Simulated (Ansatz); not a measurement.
# Vacuum decay constant against sample bias for Ni(100)-(2x1)-Se (PBE-D3(BJ)) and Ni(100)-(3x1)-Br (PBEsol), hollow sites

A positive sample bias opens empty states that face a lower vacuum barrier, yet the tunnelling density need not decay as slowly as the highest of these states would allow. The window still holds every state down to the Fermi level, and many of them carry momentum along the surface. How far the decay follows the barrier matters for scanning tunnelling microscopy, where it sets the change of current with tip height and enters barrier heights derived from that change. Here the decay constant κ of the planar mean density is calculated for selenium and bromine overlayers on Ni(100) at biases of both signs. It is measured against κ₀, the decay constant of a free electron at the top of the window with no momentum along the surface.

## How the numbers were made

Ansatz 0.2.0, plane-wave Kohn-Sham DFT with its default PAW datasets at cutoffs of 420 eV, level as listed. Slabs and stacks are built by hand and relaxed; a single point with 17 Å of vacuum, a dipole correction, Fermi-Dirac smearing of 0.05 eV and meshes of 8 to 12 points along the first in-plane vector gives the density of the states between the Fermi level and the sample bias. Its planar mean n(z) is fitted as exp(−2κz) between 3 and 5 Å above the top atom. Spin-polarised where magnetic elements are present, no spin-orbit coupling.

Notes on method and selection:

- A free electron at the Fermi level with no momentum along the surface decays with κ₀ = 0.5123·√Φ Å⁻¹, Φ in eV; momentum along the surface raises κ, and the slow approach of the potential to the vacuum level lowers it.
- The tip is left out (Tersoff-Hamann).
- Slabs this thin have discrete subbands, so κ depends on which of them fall in the window.
- Windows narrower than 0.1 V hold too few states on these meshes and are not listed; a blank corrugation was not computed at that height.
- Runs in which the search for lower states was switched off are not listed.
- Work functions and vacuum levels are read from the electrostatic potential (Hartree and local ionic parts), which a warning of a rough exchange-correlation potential in thin density does not concern.
- Sites and patterns name the starting structure; atoms can leave their sites in the relaxation.
- The default PAW datasets of this version of Ansatz are the set soft_2.
- Runs that did not converge, have known faults or may not be shown are not listed, and runs on Ansatz's PAW sets soft_1 and soft_2 are kept to separate tables.

Columns:

- bias (V): sample bias; negative images filled states.
- κ₀ of window top (Å⁻¹): 0.5123·√(Φ − E) for the highest energy E in the window, from the Fermi level.
- κ (Å⁻¹): decay constant κ of the window's density.
- corrugation (Å): corrugation at constant current, set to the mean density at the first listed height.

## Data

| member | surface | bias (V) | κ₀ of window top (Å⁻¹) | κ (Å⁻¹) | corrugation (Å) |
| --- | --- | --- | --- | --- | --- |
| −1.5 V | Ni(100)-(2x1)-Se, hollow site (PBE-D3(BJ), Φ 4.25 eV, 2.5 Å) | −1.5 | 1.057 | 1.258 | 1.11 |
| −0.7 V | Ni(100)-(2x1)-Se, hollow site (PBE-D3(BJ), Φ 4.25 eV, 2.5 Å) | −0.7 | 1.057 | 1.228 | 1.06 |
| −0.2 V | Ni(100)-(2x1)-Se, hollow site (PBE-D3(BJ), Φ 4.25 eV, 2.5 Å) | −0.2 | 1.057 | 1.205 | 1.13 |
| +0.2 V | Ni(100)-(2x1)-Se, hollow site (PBE-D3(BJ), Φ 4.25 eV, 2.5 Å) | 0.2 | 1.031 | 1.177 | – |
| +0.7 V | Ni(100)-(2x1)-Se, hollow site (PBE-D3(BJ), Φ 4.25 eV, 2.5 Å) | 0.7 | 0.966 | 1.163 | – |
| +1.5 V | Ni(100)-(2x1)-Se, hollow site (PBE-D3(BJ), Φ 4.25 eV, 2.5 Å) | 1.5 | 0.850 | 1.096 | – |
| −2 V | Ni(100)-(3x1)-Br, hollow site (PBEsol, Φ 4.15 eV, 2.5 Å) | −2.0 | 1.043 | 1.263 | 1.36 |
| −1 V | Ni(100)-(3x1)-Br, hollow site (PBEsol, Φ 4.15 eV, 2.5 Å) | −1.0 | 1.043 | 1.233 | – |
| −0.3 V | Ni(100)-(3x1)-Br, hollow site (PBEsol, Φ 4.15 eV, 2.5 Å) | −0.3 | 1.043 | 1.186 | – |
| +0.3 V | Ni(100)-(3x1)-Br, hollow site (PBEsol, Φ 4.15 eV, 2.5 Å) | 0.3 | 1.005 | 1.143 | – |
| +1 V | Ni(100)-(3x1)-Br, hollow site (PBEsol, Φ 4.15 eV, 2.5 Å) | 1.0 | 0.909 | 1.075 | 1.41 |
| +2 V | Ni(100)-(3x1)-Br, hollow site (PBEsol, Φ 4.15 eV, 2.5 Å) | 2.0 | 0.751 | ? | ? |

Cells marked ? are withheld until the estimate has been made.

## Why the values move as they do

On both surfaces κ falls at every step from the most negative to the most positive bias shown. For selenium it goes from 1.258 Å⁻¹ at −1.5 V to 1.096 Å⁻¹ at +1.5 V, a mean slope of (1.096 − 1.258) / 3.0 = −0.054 Å⁻¹ per volt. For bromine the slope between −2 V and +1 V is (1.075 − 1.263) / 3.0 = −0.063 Å⁻¹ per volt.

The two signs of bias act differently. At negative bias the window top stays at the Fermi level and κ₀ is constant. A wider window adds deeper states, which face a higher barrier and decay faster, so κ rises with the size of the bias. At positive bias the window top itself moves towards the vacuum level. Its states reach farthest out and pull κ down, but the lower states remain in the window and weaken the effect. Between +0.2 and +1.5 V on selenium, κ₀ falls by 0.181 Å⁻¹ and κ by only 0.081 Å⁻¹.

In every row shown κ lies above κ₀. The depth of the window is not enough to explain this: for selenium at −0.2 V, a state at the window bottom with no momentum along the surface would have 0.5123 × √(4.25 + 0.2) = 1.081 Å⁻¹, still well below the calculated 1.205 Å⁻¹. Momentum along the surface has the right sign for the remainder, since it adds its square to κ₀².

The fall is uneven. On selenium κ drops by 0.014 Å⁻¹ from +0.2 to +0.7 V and by 0.067 Å⁻¹ from +0.7 to +1.5 V. Discrete subbands of the thin slab entering the window are a possible cause. The fit also lies in the thin density where all runs warned of a rough exchange-correlation potential, so small differences between steps carry little weight. The surfaces are not ranked against each other, because functional, work function and bias values differ.

## Predicting the missing value

Plain estimates from the members shown:

- +2 V (Ni(100)-(3x1)-Br, hollow site (PBEsol, Φ 4.15 eV, 2.5 Å)), mean of the 5 members shown: 1.180 Å⁻¹, standard deviation 0.067

The mean of the five bromine members, 1.180 Å⁻¹, is unsuitable for +2 V: it averages over a steady fall, and the withheld member should lie at the low end if that fall continues. The route chosen starts from the +1 V value and follows the drop in κ₀, which contains the lowering of the barrier.

The share of that drop taken up by κ comes from the uppermost positive step shown on each surface. For selenium it is (1.163 − 1.096) / (0.966 − 0.850) = 0.578, and for bromine (1.143 − 1.075) / (1.005 − 0.909) = 0.708. Their mean is (0.578 + 0.708) / 2 = 0.643. From +1 to +2 V, κ₀ falls by 0.909 − 0.751 = 0.158 Å⁻¹, which gives 1.075 − 0.643 × 0.158 = 0.973 Å⁻¹.

As a trial, the selenium share applied to the bromine step from +0.3 to +1 V gives 1.143 − 0.578 × 0.096 = 1.088 Å⁻¹, against 1.075 Å⁻¹ calculated. This is a mild test, since the lower selenium step has a share of only 0.014 / 0.065 = 0.215. That step is left out of the central value because it starts from the narrowest positive window, which may hold too few states, but it is kept in the error. The three shares have a standard deviation of 0.26, and 0.26 × 0.158 = 0.04 Å⁻¹.

**Committed estimate, +2 V (Ni(100)-(3x1)-Br, hollow site (PBEsol, Φ 4.15 eV, 2.5 Å)): κ = 0.97 ± 0.04 Å⁻¹.**

## The answer

| member | surface | bias (V) | κ₀ of window top (Å⁻¹) | κ (Å⁻¹) | corrugation (Å) |
| --- | --- | --- | --- | --- | --- |
| +2 V | Ni(100)-(3x1)-Br, hollow site (PBEsol, Φ 4.15 eV, 2.5 Å) | 2.0 | 0.751 | 0.945 | 1.42 |

| member | estimate | κ (Å⁻¹) | computed | estimate − computed | miss in error bars |
| --- | --- | --- | --- | --- | --- |
| +2 V (Ni(100)-(3x1)-Br, hollow site (PBEsol, Φ 4.15 eV, 2.5 Å)) | committed | 0.970 | 0.945 | +0.025 | 0.6 |
| +2 V (Ni(100)-(3x1)-Br, hollow site (PBEsol, Φ 4.15 eV, 2.5 Å)) | mean | 1.180 | 0.945 | +0.235 |  |

The calculated κ at +2 V is 0.945 Å⁻¹. The estimate of 0.97 ± 0.04 Å⁻¹ is high by 0.025 Å⁻¹, inside its error bar, while the mean of the other bromine members misses by 0.235 Å⁻¹.

Following the drop in κ₀ gave the right direction and nearly the right size. The assumption of a fixed share failed: κ took up (1.075 − 0.945) / 0.158 = 0.82 of the drop, against the roughly 0.64 assumed. The share rises with bias on both surfaces, from 0.22 to 0.58 on selenium and from 0.71 to 0.82 on bromine. The low first share on selenium fits this direction, though it lies far below the first share on bromine. The reason given for leaving it out, too few states, was not established.

A rising share is expected if the upper states increasingly dominate the density. For equal density at the top atom and no momentum along the surface, the density of a state at the window top, taken 4 Å above that atom, exceeds that of a state at the Fermi level at the same height by a factor of exp(2 × (1.043 − 0.909) × 4) = 2.9 at +1 V and by exp(2 × (1.043 − 0.751) × 4) = 10 at +2 V.

## Where the trend breaks

Bromine at +2 V has the lowest κ of the table, but it continues a bend already present rather than breaking the trend. The last step lowers κ by 0.130 Å⁻¹ per volt, about twice the mean slope of 0.063 Å⁻¹ per volt between −2 and +1 V. The growing weight of the upper states and the falling barrier both act in this direction.

Selenium at +0.7 V looked uneven before. It lies 0.017 Å⁻¹ above the straight line between its neighbours, and bromine at +1 V now lies 0.014 Å⁻¹ above its own. A steady bend gives the sign of both, but it does not explain the selenium step in full. There the fall per volt first shrinks, from (1.205 − 1.177) / 0.4 = 0.070 Å⁻¹ around zero bias to (1.177 − 1.163) / 0.5 = 0.028 Å⁻¹ up to +0.7 V, before it grows again. Slab subbands remain a possible cause of this.

## Rules of thumb and their limits

Between −1.5 and +1.5 V on selenium and −2 and +2 V on bromine, κ falls from each listed bias to the next. Linear interpolation between neighbouring biases reproduces each of the eight inner members within 0.02 Å⁻¹, against standard deviations about the mean of 0.06 Å⁻¹ for selenium and 0.12 Å⁻¹ for bromine.

In practical terms, retracting by 1 Å over bromine reduces the calculated density by exp(2 × 1.263) = 12.5 at −2 V but only by exp(2 × 0.945) = 6.6 at +2 V.

A real junction should show less contrast between the two signs, because the field of the tip is left out. With a tip of equal work function, the mean barrier for a state at the window top is Φ − |V|/2 at either sign. For bromine at 2 V this gives 0.5123 × √(4.15 − 2/2) = 0.909 Å⁻¹, which is 0.16 Å⁻¹ above the listed κ₀ at +2 V and 0.13 Å⁻¹ below it at −2 V.
